\section*{The Grassmann generating functional of free fermions}

\subsection*{Premises}

I start from one fermionic orbital with $K=H-\mu N=\xi\,c^\dagger c$ and $\{c,c^\dagger\}=1$, in equilibrium at $\beta=1/k_BT$. Energies are in meV, and $\hbar=1$, so imaginary time is an inverse energy. The orbital I have in mind is the ground level of a donor in silicon. Grassmann numbers $\psi,\bar\psi$ anticommute with each other and with $c,c^\dagger$, they square to zero, and they commute with the vacuum $|0\rangle$. The Berezin integral is $\int d\psi\,1=0$, $\int d\psi\,\psi=1$, so that $\int d\bar\psi\,d\psi\;\psi\bar\psi=1$. It acts as a left derivative and is therefore unchanged by a shift of $\psi$ by another Grassmann number. The Green's function convention is $G(\tau)=-\langle T_\tau c(\tau)c^\dagger(0)\rangle$.

\subsection*{Step 1: coherent states and the trace}

Define $|\psi\rangle=(1-\psi c^\dagger)|0\rangle$ and $\langle\bar\psi|=\langle0|(1+\bar\psi c)$. Moving $c$ past $\psi$ gives $c|\psi\rangle=\psi|0\rangle=\psi|\psi\rangle$, and likewise $\langle\bar\psi|c^\dagger=\bar\psi\langle\bar\psi|$. For an operator $O$ that conserves fermion parity, multiplying out gives $\langle\bar\psi|O|\psi'\rangle=O_{00}+O_{11}\bar\psi\psi'$. Keeping the terms bilinear in $\psi,\bar\psi$, the only ones that survive integration, we obtain
\begin{equation}
\int d\bar\psi\,d\psi\;e^{-\bar\psi\psi}|\psi\rangle\langle\bar\psi|=|0\rangle\langle0|+|1\rangle\langle1|,
\label{unit}
\end{equation}
\begin{equation}
\int d\bar\psi\,d\psi\,(1-\bar\psi\psi)(O_{00}-O_{11}\bar\psi\psi)=O_{00}+O_{11},
\qquad\text{so}\qquad
\mathrm{Tr}\,O=\int d\bar\psi\,d\psi\;e^{-\bar\psi\psi}\langle\bar\psi|O|{-\psi}\rangle .
\label{trace}
\end{equation}

\emph{Question: Is antiperiodicity a choice?} No. With $+\psi$ in \eqref{trace} the same algebra gives $O_{00}-O_{11}$, which is $\mathrm{Tr}\,(-1)^NO$. The partition function needs the minus sign.

\subsection*{Step 2: $M$ slices}

Write $e^{-\beta K}=(e^{-\epsilon K})^M$ with $\epsilon=\beta/M$. One slice has $O_{00}=1$ and $O_{11}=e^{-\epsilon\xi}$, so its matrix element is $1+\lambda\bar\psi\psi'=e^{\lambda\bar\psi\psi'}$ with $\lambda=e^{-\epsilon\xi}$, exactly. The usual first-order slice $1-\epsilon K$ has $\lambda=1-\epsilon\xi$. I keep $\lambda$ general. Inserting \eqref{unit} $M-1$ times into \eqref{trace},
\begin{equation}
Z_M=\int\prod_{k=1}^{M}d\bar\psi_k\,d\psi_k\;e^{-S_0},\qquad
S_0=\sum_{k=1}^{M}\bar\psi_k(\psi_k-\lambda\psi_{k-1}),\qquad \psi_0=-\psi_M .
\end{equation}
All exponents are even elements and commute, which is why they combine. In matrix form $S_0=\bar\psi A\psi$ with $A=1-\lambda\mathcal T$, where the shift $\mathcal T$ has $\mathcal T_{k,k-1}=1$ and $\mathcal T_{1,M}=-1$. Going once round the ring crosses the minus sign once, so $\mathcal T^M=-1$. I define $G_0=-A^{-1}$, a dimensionless $M\times M$ matrix, and then $S_0=-\sum_{kl}\bar\psi_k(G_0^{-1})_{kl}\psi_l$.

\subsection*{Step 3: the Gaussian integral with sources}

Put $\chi=A\psi$. Then $e^{-S_0}=\prod_k(1+\chi_k\bar\psi_k)$, and only $\prod_k\chi_k\bar\psi_k$ contains every $\bar\psi_k$. This product is multilinear and antisymmetric in the rows of $A$, so it equals $\det A\prod_k\psi_k\bar\psi_k$, and $Z_M=\det A$. Now add Grassmann sources that anticommute with the fields. Expanding the right-hand side confirms
\begin{equation}
-\bar\psi A\psi+\bar\eta\psi+\bar\psi\eta=-(\bar\psi-\bar\eta A^{-1})A(\psi-A^{-1}\eta)+\bar\eta A^{-1}\eta ,
\end{equation}
with no reordering needed. Shift invariance removes the sources from the first term, and
\begin{equation}
Z[\bar\eta,\eta]=\int\prod_k d\bar\psi_k\,d\psi_k\;e^{-S_0+\bar\eta\psi+\bar\psi\eta}
=\det(-G_0^{-1})\,\exp\Big(-\sum_{kl}\bar\eta_kG_{0,kl}\,\eta_l\Big).
\label{gen}
\end{equation}
This holds for any invertible $A$.

\subsection*{Step 4: determinant and propagator}

The vectors $\psi_k=e^{-i\omega_nk\epsilon}$ with $\omega_n=(2n+1)\pi/\beta$ are antiperiodic, and $\mathcal T$ multiplies them by $z_n=e^{i\omega_n\epsilon}$. For $M$ consecutive $n$ the $z_n$ are the roots of $z^M=-1$, so $\prod_n(y-z_n)=y^M+1$. Setting $y=1/\lambda$,
\begin{equation}
\det A=\prod_n(1-\lambda e^{i\omega_n\epsilon})=1+\lambda^M .
\label{det}
\end{equation}
With the exact $\lambda$ this is $1+e^{-\beta\xi}$ for every $M$, and with the first-order $\lambda$ it tends to that value as $M\to\infty$. For $K=\sum_{ab}c_a^\dagger h_{ab}c_b$ a unitary change of orbitals diagonalises the Hermitian matrix $h$, with eigenvalues $\xi_a$, the trace factorises, and
\begin{equation}
\Omega_0=-\frac1\beta\ln\det(1+e^{-\beta h})=-\frac1\beta\sum_a\ln(1+e^{-\beta\xi_a}).
\label{omega}
\end{equation}
The inverse is a finite geometric sum, because $(1-\lambda\mathcal T)\sum_{j=0}^{M-1}\lambda^j\mathcal T^j=1+\lambda^M$. The element $(\mathcal T^j)_{kl}$ is $+1$ for $k-l=j$ and $-1$ for $k-l=j-M$, so
\begin{equation}
G_{0,kl}=\frac{-\lambda^{k-l}}{1+\lambda^M}\quad(k\ge l),\qquad
G_{0,kl}=\frac{+\lambda^{M+k-l}}{1+\lambda^M}\quad(k<l).
\label{prop}
\end{equation}
With exact $\lambda$, $\tau=(k-l)\epsilon$ and $f=1/(e^{\beta\xi}+1)$, these are $-(1-f)e^{-\xi\tau}$ and $f e^{-\xi\tau}$. The operator definition with $c(\tau)=e^{-\xi\tau}c$ gives the same two expressions.

\emph{Question: Which element is the density?} The diagonal is $-(1-f)=G(0^+)$, because $c|\psi_k\rangle\langle\bar\psi_k|c^\dagger$ puts $c$ to the left. The density operator sits between two slices. For the first-order slice, $n_M=-\beta^{-1}\partial_\xi\ln Z_M=\lambda^{M-1}/(1+\lambda^M)=G_{0,k-1,k}$, which tends to $G(0^-)=f$.

\subsection*{Step 5: the continuum determinant}

For $|\omega_n|\epsilon\ll1$ and $|\xi|\epsilon\ll1$ the eigenvalue in \eqref{det} is $\epsilon(\xi-i\omega_n)$, so $\epsilon G_0\to1/(i\omega_n-\xi)$. The product of these limiting eigenvalues over all integers $n$ does not converge, and it needs a prescription.

\emph{Question: Why not pair $\omega_n$ with $-\omega_n$ and divide by the $\xi=0$ product?} Euler's product for the hyperbolic cosine then gives $\prod_{n\ge0}(1+\xi^2/\omega_n^2)=\cosh(\beta\xi/2)$. Normalised to $Z=2$ at $\xi=0$, this is $2\cosh(\beta\xi/2)=e^{\beta\xi/2}(1+e^{-\beta\xi})$, the partition function of $\xi(c^\dagger c-\tfrac12)$. It yields $\Omega_0-\xi/2$ and a density $f-\tfrac12$. The slices tell us what was dropped. The Fourier form of $G_{0,k-1,k}$ is $-M^{-1}\sum_ne^{i\omega_n\epsilon}/(1-\lambda e^{i\omega_n\epsilon})$, and the factor $e^{i\omega_n\epsilon}$ records the operator order $c^\dagger c$. Keep it as $e^{i\omega_n\delta}$ with $\delta\to0^+$, and split $1/(i\omega_n-\xi)=1/i\omega_n+\xi/[i\omega_n(i\omega_n-\xi)]$. The second piece converges absolutely, so $\delta=0$ is allowed there, and paired terms give $-\beta^{-1}\sum_{n\ge0}2\xi/(\omega_n^2+\xi^2)=-\tfrac12\tanh(\beta\xi/2)$, the logarithmic derivative of the product above times $-1/\beta$. The first piece is the Fourier series of a square wave,
\begin{equation}
\frac1\beta\sum_n\frac{e^{i\omega_n\delta}}{i\omega_n}=\frac2\pi\sum_{n\ge0}\frac{\sin[(2n+1)\pi\delta/\beta]}{2n+1}=\frac12\qquad(0<\delta<\beta).
\end{equation}
The sum is $\partial\Omega_0/\partial\xi=\tfrac12-\tfrac12\tanh(\beta\xi/2)=f$. An infinitely high level stays empty, so $\Omega_0\to0$ there, and $\Omega_0=-\int_\xi^\infty f\,d\xi'$ reproduces \eqref{omega}.

\subsection*{Step 6: Wick's theorem}

Let $g=A^{-1}=-G_0$ and take left derivatives. On $e^{\bar\eta\psi+\bar\psi\eta}$, $\partial/\partial\eta_l$ brings down $-\bar\psi_l$ and $\partial/\partial\bar\eta_k$ brings down $\psi_k$, with one more sign for passing $\bar\psi_l$. Hence the even operator $D_{kl}=-\partial_{\bar\eta_k}\partial_{\eta_l}$ inserts $\psi_k\bar\psi_l$, and it obeys $D_{kl}(\bar\eta_k\eta_l)=1$. Apply $n$ such operators to \eqref{gen}, divide by $Z_M$ and set the sources to zero. Only $(\bar\eta g\eta)^n/n!$ contributes. A monomial survives if its $\bar\eta$ indices are a permutation $\sigma$ of the $k_i$ and its $\eta$ indices a permutation $\pi$ of the $l_i$, and restoring the order costs $\mathrm{sgn}\,\sigma\,\mathrm{sgn}\,\pi$. The double sum is $n!$ copies of one determinant:
\begin{equation}
\langle\psi_{k_1}\bar\psi_{l_1}\cdots\psi_{k_n}\bar\psi_{l_n}\rangle_0=\sum_P\mathrm{sgn}P\prod_i g_{k_il_{P(i)}}=\det[g_{k_il_j}] .
\label{wick}
\end{equation}
If an index repeats, both sides vanish. For $n=1$, $G_{0,kl}=-\langle\psi_k\bar\psi_l\rangle_0$, which justifies the name $G_0$. For $n=2$ we get $g_{k_1l_1}g_{k_2l_2}-g_{k_1l_2}g_{k_2l_1}$.

\subsection*{Step 7: the loop sign}

Vertices are built from bilinears $B_i=\bar\psi_{a_i}\psi_{b_i}=-\psi_{b_i}\bar\psi_{a_i}$. By \eqref{wick}, $\langle B_1\cdots B_n\rangle_0=(-1)^n\sum_P\mathrm{sgn}P\prod_ig_{b_ia_{P(i)}}$. A cycle of $P$ is a chain of propagators that returns to its start, a closed loop. A cycle of length $\ell$ has sign $(-1)^{\ell-1}$, so a permutation with $L$ cycles has sign $(-1)^{n-L}$, and
\begin{equation}
\langle B_1\cdots B_n\rangle_0=\sum_P(-1)^{L(P)}\prod_ig_{b_ia_{P(i)}}=\sum_P(-1)^{n+L(P)}\prod_iG_{0,b_ia_{P(i)}} .
\label{loop}
\end{equation}
For a two-body action, order $m$ of $\langle e^{-S_{\rm int}}\rangle_0$ carries $(-1)^m/m!$ and $n=2m$ bilinears, so each vacuum diagram has the sign $(-1)^{m+L}$ and one $G_0$ per line. Disconnected pieces factorise, and their multinomial counting makes the series the exponential of the connected sum, so $\ln Z$ keeps connected diagrams only.

\emph{Question: Can we test that sign against something exact?} Twice. For a one-body term $\bar\psi V\psi$ the connected diagrams are single rings, with $(n-1)!$ orderings, and \eqref{loop} gives $-\sum_n\mathrm{tr}(G_0V)^n/n$. This is the expansion of $\ln\det(A+V)-\ln\det A=\mathrm{tr}\ln(1-G_0V)$. The second test gives the donor two spin orbitals and a repulsion $Un_\uparrow n_\downarrow$, with $S_{\rm int}=\epsilon U\sum_k\bar\psi_{k\uparrow}\psi_{k-1\uparrow}\bar\psi_{k\downarrow}\psi_{k-1\downarrow}$ from the first-order slice. Counting four states,
\begin{equation}
Z=1+2e^{-\beta\xi}+e^{-2\beta\xi-\beta U}=Z_0\,[1-f^2+f^2e^{-\beta U}],\qquad Z_0=(1+e^{-\beta\xi})^2 .
\label{hub}
\end{equation}
At first order $m=1$, $L=2$, and the rule gives $-\beta Uf^2$ in $\ln Z$ for $M\to\infty$. At second order each spin forms either two tadpoles, $f^2$, or one bubble, $-G(\tau)G(-\tau)=f(1-f)$. The connected terms are $\tfrac12(\beta U)^2[2f^3(1-f)+f^2(1-f)^2]=\tfrac12(\beta U)^2f^2(1-f^2)$. Expanding the logarithm of \eqref{hub} gives the same two terms.

\subsection*{Range of validity}

Equations \eqref{gen}, \eqref{wick} and \eqref{loop} are algebraic identities for a finite number of modes and slices, a quadratic action and $\det A\neq0$. With $\lambda=e^{-\epsilon\xi}$ the determinant is positive and nothing is approximated. With the first-order slice, $\lambda^M=e^{-x}(1-x^2/2M+\dots)$ for $x=\beta\xi$, so
\begin{equation}
\Omega_M-\Omega_0\simeq k_BT\,f\,\frac{x^2}{2M},
\label{slice}
\end{equation}
which is reliable for $M\gg x^2/2$ and $M\gg|x|$. For $\epsilon\xi>1$ the factor $\lambda$ turns negative. The diagram series is a separate matter. The bracket in \eqref{hub} vanishes at $\beta U=\ln[f^2/(1-f^2)]\pm i\pi$, so the series for $\ln Z$ converges only for $|\beta U|<r=\{\pi^2+\ln^2[(1-f^2)/f^2]\}^{1/2}$.

\subsection*{A donor level in silicon}

Take a level 45 meV below the conduction-band edge, a typical binding energy for phosphorus, at $T=77$ K, and an illustrative $\mu$ lying 55 meV below the edge. Then $\xi=10$ meV, $k_BT=6.635$ meV and $x=1.507$. For one spin orbital with first-order slices the model gives the following, computed from unrounded $x$.
\begin{center}
\begin{tabular}{cccc}
$M$ & $Z_M$ & $\Omega_M$ (meV) & $n_M$\\ \hline
4 & 1.1509 & $-0.932$ & 0.2103\\
16 & 1.2054 & $-1.239$ & 0.1881\\
64 & 1.2176 & $-1.306$ & 0.1830\\
$\infty$ & 1.2216 & $-1.328$ & 0.1814
\end{tabular}
\end{center}
The digits display the convergence in $M$ and say nothing about the precision of the inputs. At $M=64$ the slicing error is 0.0215 meV, and \eqref{slice} gives 0.0214 meV. Symmetric frequency pairing would give $\Omega=-6.328$ meV and a density of $-0.3186$.

\emph{Question: Does $M=64$ suffice once the bands are included?} No. The compiled gap is 1.12 eV at 300 K (Wing 2021), and I use it only as a scale. The top of the valence band then has $\xi=-1065$ meV and $|x|=160.5$, and an error below one in its $\ln Z$ needs $M>x^2/2\approx1.3\times10^4$. The exact $\lambda$ avoids this.

\emph{Question: Is 0.18 the occupation of a real donor?} It is the occupation in the one-orbital model, and two neglected effects are as large as the number itself. The first is spin together with repulsion. Two free spin orbitals would hold $2f=0.363$ electrons, with $\Omega_0=-2.656$ meV. A second electron is typically bound by only about 2 meV, so $U\approx43$ meV and $\beta U=6.48$. Equation \eqref{hub} then gives 0.307 electrons and $\Omega=-2.434$ meV, a shift of 0.22 meV, while the first-order diagram gives $Uf^2=1.41$ meV. Here $r=4.62<\beta U$, so the series about the free functional diverges for these inputs. Since double occupancy is almost excluded, $Z\simeq1+g_de^{-x}$ with $g_d=2$, which has the form of \eqref{det} for a level shifted by $-k_BT\ln g_d$. That mapping covers $Z$ and the occupation only, and Wick's theorem does not hold for the interacting level. The second effect is the valley-orbit structure of the $1s$ state, with a triplet and a doublet typically about 12 and 13 meV above the ground level for phosphorus. They raise the weight to $g_d=2(1+3e^{-12\,{\rm meV}/k_BT}+2e^{-13\,{\rm meV}/k_BT})=3.55$, and the occupation $g_de^{-x}/(1+g_de^{-x})$ of this extended model is about 0.44. Higher hydrogenic states, omitted here, push the same way. At this $\mu$ and $T$ the one-orbital value is therefore low by a factor of about 2.4 relative to the extended model.